## A crystal that seems to lose its magnetism

When a compressed model crystal of Ti₂Co is allowed to expand in the calculations below, its net magnetic moment first climbs to 4.12 μB per cell and then drops to 0.67 μB. The drop is not a loss of magnetism. The moment on each Co atom keeps growing throughout, and the net value falls because the Ti atoms come to point against the Co atoms and cancel most of it. The evidence for this is a simple count of moments. The energies in the same table add a warning: the state with reversed Ti may not be the lowest one.

Ti₂Co in the C15 Laves structure (6 atoms per cell, a = 6.730 Å at volume ratio 1), scaled evenly at fixed fractional positions, computed with Ansatz 0.2.0 (plane-wave PAW, scalar-relativistic r2SCAN, collinear spin). Cutoff 500 eV, 10×10×10 k mesh, Gaussian smearing of 0.1 eV; each volume starts from +3 μB on each Co atom. Positive pressure means compression.

```
volume ratio  energy above lowest (meV/atom)  pressure (GPa)  cell moment (μB)  largest site moment (μB)
         0.8                           952.0           87.19              1.01                      0.47
        0.86                           604.2           60.65              1.37                      0.80
        0.92                           362.4           42.05              2.12                      1.19
        0.96                           245.3           32.23              2.71                      1.35
           1                           156.2           23.96              3.30                      1.44
        1.04                            90.4           17.62              4.12                      1.51
         1.1                            39.5            8.10              2.25                      1.72
        1.18                             0.0            1.59              0.67                      1.89
```

The volume ratio compares the cell with a reference volume of 12.70 Å³ per atom. The cell moment is the sum over the whole cell with signs, so opposed moments cancel in it. The largest site moment belongs to a single atom, so opposed moments on other atoms can't reduce it. The pressure is positive in every row, so "expansion" here means the release of compression, and the curve ends before it reaches a volume at which the crystal would rest.

### Three explanations of the drop

The tempting explanation is that the Co atoms lose their moments beyond the ratio 1.04. A second is that the two Co atoms of the cell turn against each other, as in an antiferromagnet. A third is that both Co atoms stay parallel while the four Ti atoms turn against them. All three lower the cell moment, so the drop by itself doesn't separate them. They differ in what they demand of the single atoms and in how much net moment they leave.

If the Co atoms were losing their moments and Ti carried little, each Co atom would hold about half of the cell moment. In the last row that would be 0.34 μB. The largest site moment there is 1.89 μB, more than five times as much, and it is the highest value in its column. The first explanation fails by a wide margin.

The second explanation has a sharp consequence. Two equal and opposite Co moments cancel, and a Ti atom with equal surroundings of both kinds is pulled neither way, so the cell moment should vanish. It remains at 2.25 μB at the ratio 1.10 and is still clearly above zero at 1.18. The calculation also started both Co atoms alike and kept the crystal symmetry that exchanges them, so it had no way to reach such an arrangement. Opposed Co atoms are therefore not what these rows describe, although they might have a lower energy that was never computed.

### Counting the moments

The third explanation can be tested by bookkeeping. Let $M$ be the cell moment, $m_{\mathrm{Co}}$ and $m_{\mathrm{Ti}}$ the moments of one Co and one Ti atom, and $r$ the small part of the spin density that the site moments don't account for. With two equal Co atoms and four equal Ti atoms,

$$M = 2m_{\mathrm{Co}} + 4m_{\mathrm{Ti}} + r .$$

Neglecting $r$ gives an estimate with no adjustable constant:

$$m_{\mathrm{Ti}} \approx \frac{M - 2m_{\mathrm{Co}}}{4}.$$

The estimate needs to know which atom carries the largest site moment. Suppose that at the ratio 1.10 it were Ti. Four Ti atoms with 1.72 μB each would exceed the cell moment so far that each Co atom would need about −2.3 μB to restore the balance. That is larger in size than the supposed largest moment, which is a contradiction. If Ti pointed against the net moment instead, Co would need a still larger one. The same argument holds at 1.18, so the column follows Co in both rows.

For the last row, with both Co atoms along the net moment as they are at smaller volumes, the estimate reads

$$m_{\mathrm{Ti}} \approx \frac{0.67 - 2\times 1.89}{4}\ \mu_{\mathrm B} \approx -0.78\ \mu_{\mathrm B}.$$

The minus sign means that Ti opposes Co. Each Ti atom carries less than half the moment of a Co atom, but there are twice as many of them, and together they cancel most of the Co contribution. At 1.10 the same formula gives about −0.3 μB, a weaker form of the same cancellation.

For the six rows up to 1.04 the calculation also gives the moment of every atom, and there the estimate can be checked. It misses the Ti moment by at most 0.09 μB. The neglected part $r$ is never more negative than −0.35 μB per cell in those rows, whereas the moment opposed to Co amounts to −1.19 μB at 1.10 and −3.11 μB at 1.18. The sign is thus well supported. The size is less certain, because none of the six test rows has a strongly opposed Ti moment and $r$ may grow when one appears.

### Why the Co moment grows

The growth of the Co moment is what band theory expects of a magnetic metal that is given more room. An atom gains exchange energy when its d electrons align their spins. To align them, electrons must be lifted from filled band states of one spin into empty states of the other, and that costs more when the band is wide. Pulling the atoms apart weakens the overlap of their d orbitals, narrows the band and lowers the cost. The orbital populations fit this picture. From 0.80 to 1.04 the number of d electrons on each Co atom changes by only about 0.1, while its moment grows by about 1 μB. The growth therefore comes mostly from electrons changing spin, not from electrons entering or leaving the d shell.

Two limits frame the behaviour. In a very strongly compressed metal the bands are so wide that alignment doesn't pay, and the moments vanish. The first row, with 0.47 μB on Co, is on the way there. In the opposite limit of separate atoms, each atom has the full spin moment of its open shell: 3 μB for Co and 2 μB for Ti.

The second limit also shows why a cell moment is a poor gauge of magnetism. Two Co and four Ti atoms with these free-atom moments add up to 14 μB if all are parallel. If Ti opposes Co, the sum is only 2 μB in size. The atoms are equally magnetic in both cases. Once both elements carry large moments, their relative direction can matter more for the net value than the strength of either.

### Two stages hidden in the rise

The rise of the cell moment looks like one smooth process, but the site moments divide it into two. From 0.80 to 0.96 the cell gains 1.70 μB, and the two Co atoms together gain 1.76 μB. Ti is a bystander in this stage, with less than 0.1 μB on each atom.

From 0.96 to 1.04 the cell gains a further 1.41 μB, of which the Co atoms supply only 0.32 μB. The four Ti atoms supply 0.91 μB, and a shrinking of the opposed remainder $r$ accounts for the rest. Ti has now become an active partner, and it is parallel to Co. The later drop is therefore a reversal of Ti, from roughly +0.3 μB per atom at 1.04 to an estimated −0.3 μB at 1.10.

### Why Ti would oppose Co

Standard bonding theory gives a reason for the opposed arrangement. Cobalt has the higher nuclear charge, so its d levels lie below those of titanium. Exchange pushes the majority-spin levels of Co further down, away from the Ti levels, and lifts the minority-spin levels towards them. Levels that are closer in energy mix more strongly, so the occupied minority-spin states contain more Ti character than the majority-spin ones. Ti thereby collects an excess of minority spin, which is a moment against Co.

The argument also suggests that the two moments support each other. A larger splitting on Co makes the mixing more unequal, and an opposed splitting on Ti brings the minority levels of the two elements still closer. The table has a feature that fits this. The growth of the Co moment had been slowing from 0.92 to 1.04, and it picks up again in the step in which Ti reverses. This agrees with the mechanism but doesn't prove it, since a change of electronic state for another reason could do the same.

The mechanism leaves one part of the series unexplained. It accounts for opposed Ti moments, yet Ti is parallel to Co from 0.96 to 1.04. The orbital populations at 0.96 and 1.04 place this parallel moment in the Ti d electrons, the very ones the argument is about. Why they line up with Co there remains open. A density of states resolved by atom and spin on either side of the reversal would be the place to look.

Pure ferromagnetic cobalt makes a useful contrast. There all atoms are alike and parallel, so the cell moment is expected simply to follow the atomic moment upwards under expansion. For the cell moment to drop while the atomic moments don't shrink, some of them must oppose the others, and in the last two rows for Ti₂Co it is the Ti atoms that do so. For a compound of a late and an early transition metal, a first guess is that the late metal's moment grows with volume while the early metal's moment tends to subtract from it. In this series only the two largest volumes clearly follow the second half of that guess.

### Is the reversal a property of the crystal?

The energies give a separate check on whether the rows follow one smooth curve. When a crystal expands by a small volume $\Delta V$, its energy falls by the mean pressure times $\Delta V$. From 1.00 to 1.04 this product is 65.9 meV per atom, and the energies in the table differ by 65.8. In the steps at smaller volume the two agree to about one per cent or better.

The agreement breaks at the ratio 1.10. On the way into this row the pressures predict a fall of 61 meV per atom, but the energy falls by only 51. On the way out they predict 31, and it falls by 39.5. The two errors nearly cancel, as they would if this one point lay about 10 meV per atom too high.

The simplest reading is that the calculation at 1.10 settled in a state that is not the lowest. A pressure that changes sharply between the computed volumes could also spoil the comparison.

The near cancellation doesn't clear the last row. The pressure at 1.10 enters both steps, and if it belongs to a different state, the cancellation may be an accident. If the pressures up to 1.04 continued smoothly, the energy at 1.18 would be expected to lie somewhat lower than the computed one. Both rows with reversed Ti may therefore lie above a state in which Ti stays parallel. No search for lower states was made in any row, so the volume at which Ti reverses, and even whether the lowest state reverses at all, may depend on how the calculation was started. Running the last three volumes from both arrangements, Ti parallel and Ti opposed, and comparing the energies would show which of the two is lower at each volume. Other arrangements, such as opposed Co atoms, would need runs of their own.

Two further cautions concern the real material. The density functional used here tends to exaggerate moments in metals of this kind, and real Ti₂Co crystallises in a different structure with a larger unit cell. The sizes of the moments should not be carried over to a sample. What does carry over is a habit of reading: a small net moment, computed or measured, may hide large moments that cancel, and it takes a quantity in which opposed moments don't cancel, such as the moment of each atom, to tell the difference.
